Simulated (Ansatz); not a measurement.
Bi: pressure against volume scale

Periodic Kohn-Sham DFT of a crystal at fixed atoms, scaled to volume_scale times the given cell; pressure positive in compression, energy less spherical unpolarised free atoms, largest_vzz the field gradient of largest size among the nuclei. The results are calculated, by Ansatz 0.2.0.

The cell before it is scaled or strained (space group C2/m, No. 12):
```
cell vectors (Å)
   3.3363    -3.0554     0.0000
   3.3363     3.0554     0.0000
  -1.1510     0.0000     3.0929
atoms (fractions of the cell vectors)
Bi  0.25180  0.25180  0.14900
Bi  0.74820  0.74820  0.85100
```

Settings of every row: method all-electron PAW; functional PBEsol; relativity scalar; k mesh 8x8x11; filling fermi-dirac; smearing width 0.05 eV; nucleus gaussian.

Atom start moment: 0 on all atoms.

Limits: field gradient without spin-orbit coupling on heavy atoms; no gap: field gradients move with the k mesh; no spin-orbit coupling on heavy atoms.

| row | volume scale | V (Å³/atom) | pressure (GPa) | largest V_zz (1e21 V/m^2) |
| --- | --- | --- | --- | --- |
| 1 | 0.94 | 29.636 | 5.605 | -12.173 |
| 2 | 0.9405 | 29.652 | 5.562 | -12.175 |
| 3 | 0.96 | 30.267 | 3.979 | -12.236 |
| 4 | 0.98 | 30.898 | 2.524 | -12.276 |
| 5 | 0.99 | 31.213 | 1.855 | -12.288 |
| 6 | 1 | 31.528 | 1.223 | -12.295 |
| 7 | 1.01 | 31.843 | 0.624 | -12.299 |
| 8 | 1.02 | 32.159 | 0.058 | -12.299 |
| 9 | 1.04 | 32.789 | ? | ? |
| 10 | 1.06 | 33.42 | -1.915 | -12.281 |

Question: what pressure should row 9 give?

Worked fit of pressure. Take u = (V_r/V)^(2/3) − 1 with V_r = 31.213 Å³ an atom, which is twice the finite (Eulerian) strain; such expansions in the strain, on which the Birch-Murnaghan equation of state is built, carry the rest volume and the bulk modulus. The shown rows have u = 0.03517, 0.0348, 0.02073, 0.00679, 0, -0.00667, -0.01323, -0.01971, -0.04452. Least squares give pressure = 1.8551 + 96.606 × u + 277.4 × u² + 214 × u³ GPa; a parabola predicts inner rows, each left out in turn, worse (root mean square 0.0034 against 0.00087 GPa). The rows lie off it by 0.000, 0.000, 0.000, 0.000, 0.000, 0.000, -0.001, 0.001, 0.000. The pressure vanishes at u = -0.0204, or V = 32.19 Å³ an atom, and there the bulk modulus at fixed shape and fractions is B = −V dP/dV = (2/3)(1 + u) dP/du = 55.9 GPa. Letting shape and atoms relax would as a rule lower it, by much in layered, chain or molecular crystals. The withheld row has u = -0.03231, so the fit gives 1.8551 + 96.606 × (-0.03231) + 277.4 × (-0.03231)² + 214 × (-0.03231)³ = -0.984 GPa.

The calculation gave -0.983 GPa. The fit lies 0.001 GPa (0.013 % of the column's range) below it, one unit of the last digit.

The other values of row 9: largest V_zz -12.294 1e21 V/m^2.
